**Q:** I have the levels of hexagonal cobalt at six k-points. Band +1, the lowest empty level, behaves very differently for the two spins. Why?

Levels of ferromagnetic hexagonal cobalt in its measured cell (a = 2.519 Å, c = 4.091 Å), from Ansatz 0.2.0 with all-electron LAPW and scalar-relativistic LDA, 19 × 19 × 10 k-points and Fermi-Dirac smearing of 0.08 eV. Energies are relative to the Fermi energy. For each spin and k-point, band -1 is the highest filled level and +1 the lowest empty one; degenerate levels are repeated.

| k-point | k in reciprocal vectors | spin | band -2 (eV) | band -1 (eV) | band +1 (eV) |
| --- | --- | --- | --- | --- | --- |
| GAMMA | 0 0 0 | up | -0.75 | -0.20 | 5.97 |
| GAMMA | 0 0 0 | down | -0.15 | -0.06 | 1.01 |
| M | 0.5 0 0 | up | -0.54 | -0.47 | 1.25 |
| M | 0.5 0 0 | down | -0.99 | -0.60 | 1.14 |
| K | 0.3333 0.3333 0 | up | -0.86 | -0.75 | 4.36 |
| K | 0.3333 0.3333 0 | down | -1.31 | -0.31 | 0.86 |
| A | 0 0 0.5 | up | -1.05 | -1.05 | 14.41 |
| A | 0 0 0.5 | down | -0.98 | -0.98 | 0.68 |
| L | 0.5 0 0.5 | up | -0.52 | -0.52 | 1.49 |
| L | 0.5 0 0.5 | down | -0.05 | -0.05 | 0.29 |
| H | 0.3333 0.3333 0.5 | up | -0.70 | -0.70 | 5.49 |
| H | 0.3333 0.3333 0.5 | down | -0.18 | -0.18 | 1.03 |

**A:** Start with how the electrons are shared out. The two atoms of the cell bring ten d levels for each spin, and the calculation puts 10.6 valence electrons in the up spin and 7.4 in the down spin. The ten lowest up valence bands lie wholly below the Fermi energy. They are mostly of d character, so the up d levels are nearly full, while some down d levels stay empty. The next free place for a down electron is a d level close to the Fermi energy, the zero of the table. For an up electron it is a state of the broad s and p bands, with some d mixed in, which can lie far higher.

**Q:** What keeps the down d levels up there?

**A:** Exchange, which lowers up electrons relative to down electrons most strongly where the spin density sits, that is, in the d shell. At GAMMA the top d pair is at -0.75 eV for up and at 1.01 eV for down, a shift of 1.76 eV. The step from up band -2 to down band +1 is about 1.7 eV at M, K, A and H as well. At A the full list of bands shows that it joins the same d level in both spins; at M, K and H I expect this but have not checked it. The local-density approximation is known to exaggerate this shift in cobalt, so I would trust its presence more than its size.

**Q:** And the empty up levels? They run from 1.25 eV at M to 14.41 eV at A.

**A:** Take the limit in which s and p electrons move freely. Their energy is then the bottom of the valence band plus ħ²k²/2m, where k is the wave number and m the electron mass. The lattice allows only certain waves at each k-point, so the question is how short the next unused one is.

At M, L, K and H a wave of the longest allowed kind is still free, so the next level can lie fairly low. At A the two longest waves, with half a reciprocal vector along c, are already filled. The next has one and a half, so k = 1.5 × 2π/(4.091 Å) ≈ 2.3 Å⁻¹. Its kinetic energy is about 3.8 × 2.3² ≈ 20 eV. The band bottom lies about 9 eV below the Fermi energy, which leaves an estimate of 11 eV.

**Q:** That is 3 eV too low.

**A:** It is too low at every point, by 0.2 eV at L and up to 5.8 eV at GAMMA. The likely main cause is mixing with the d states below, which pushes the empty level up. How far depends on the shape of the wave, which the estimate ignores. As an energy the estimate is crude, and at M it even falls below the Fermi energy, but it puts M, L, K, H and A in the right order. The printed output compares this free-electron formula, with the band bottom taken from the same calculation, with all six up levels.

**Q:** Why does GAMMA drop out of the order?

**A:** Because two waves of equal kinetic energy meet there and have different fates. Both have one reciprocal vector along c, and the estimate puts them near the Fermi energy. One has its nodes in the atomic layers. Each layer is a mirror plane, so this p-like wave cannot mix with the s and d_z² orbitals, which are even under that mirror. The threefold axis rules out the other d orbitals. The wave therefore stays near its free-electron energy and is filled, at -0.20 eV.

The other wave peaks on the layers. It mixes with d_z² and is pushed up to 5.97 eV, past K and H.

**Q:** Can the numbers tell those two waves apart?

**A:** Yes, through their response to spin. The filled wave shifts by only 0.14 eV between up and down, much like the s state at the band bottom. The empty one moves from 5.97 eV for up to 7.00 eV for down, where it is no longer the lowest empty level and so is missing from the table. Its shift of 1.03 eV lies between that small value and the full d shift. So this wave carries part of the d character, as the mixing requires.

**Q:** At L, the step from up band -2 to down band +1 is only 0.81 eV. Is exchange weaker there?

**A:** I doubt it. The columns count levels from the Fermi energy, so they need not follow the same state in both spins. If the top up pair at L shifted as the d pair does at GAMMA, its down partner would lie near 1.24 eV. The level at 0.29 eV would then be another d pair that comes first.

**Q:** You say "pair". At A, L and H, bands -2 and -1 coincide in every row.

**A:** Those points lie on the top face of the Brillouin zone. The crystal has a screw axis: a half turn combined with a shift by c/2. Combine it with complex conjugation and apply the result twice, and you have moved by c, which on this face reverses the sign of the wave. A single state cannot satisfy that, so the levels of each spin come in pairs as long as spin-orbit coupling is left out.

**Q:** Does 14.41 eV at A mean that the up electrons have a gap?

**A:** No. Filled and empty levels are some distance apart at every k-point listed, but a gap must span the same energies at all k-points. The p-like wave is filled at GAMMA, whereas at L the states beyond the first ten are empty. In between, up bands must cross the Fermi energy. They hold the 0.6 electrons left over from the 10.6. The 7.4 down electrons cannot fill a whole number of bands either, so both spins are metallic.

Numerical output:

```
Free-electron estimate of the next up level, from the Fermi energy, order GAMMA M K A L H, eV: 0.1672, -0.9186, 1.715, 11.4, 1.328, 3.962
Computed empty up level less the estimate, same order, eV: 5.803, 2.169, 2.645, 3.009, 0.1618, 1.528
Down band +1 less up band -2, order GAMMA M K A L H, eV: 1.76, 1.68, 1.72, 1.73, 0.81, 1.73
GAMMA filled up band -1 less its free-electron estimate, eV: -0.3672
GAMMA spin shift of band -1, eV: 0.14
GAMMA spin shift of the bottom of the valence band, eV: 0.1634
GAMMA spin shift of the lower mixed s-d level, eV: 0.9423
GAMMA spin shift of the upper mixed s-d level, eV: 1.025
GAMMA spin shift of the lowest d doublet, eV: 1.533
L expected down partner of the top up pair if shifted as the d pair at GAMMA, eV: 1.24
Top of the ten lowest up valence bands on the mesh, from the Fermi energy, eV: -0.4686
Up valence electrons per cell: 10.6
Down valence electrons per cell: 7.397
Smallest distance of bands -2 and -1 at GAMMA M K, eV: 0.07
Occupation of the down level just below the Fermi energy at L: 0.6514
```
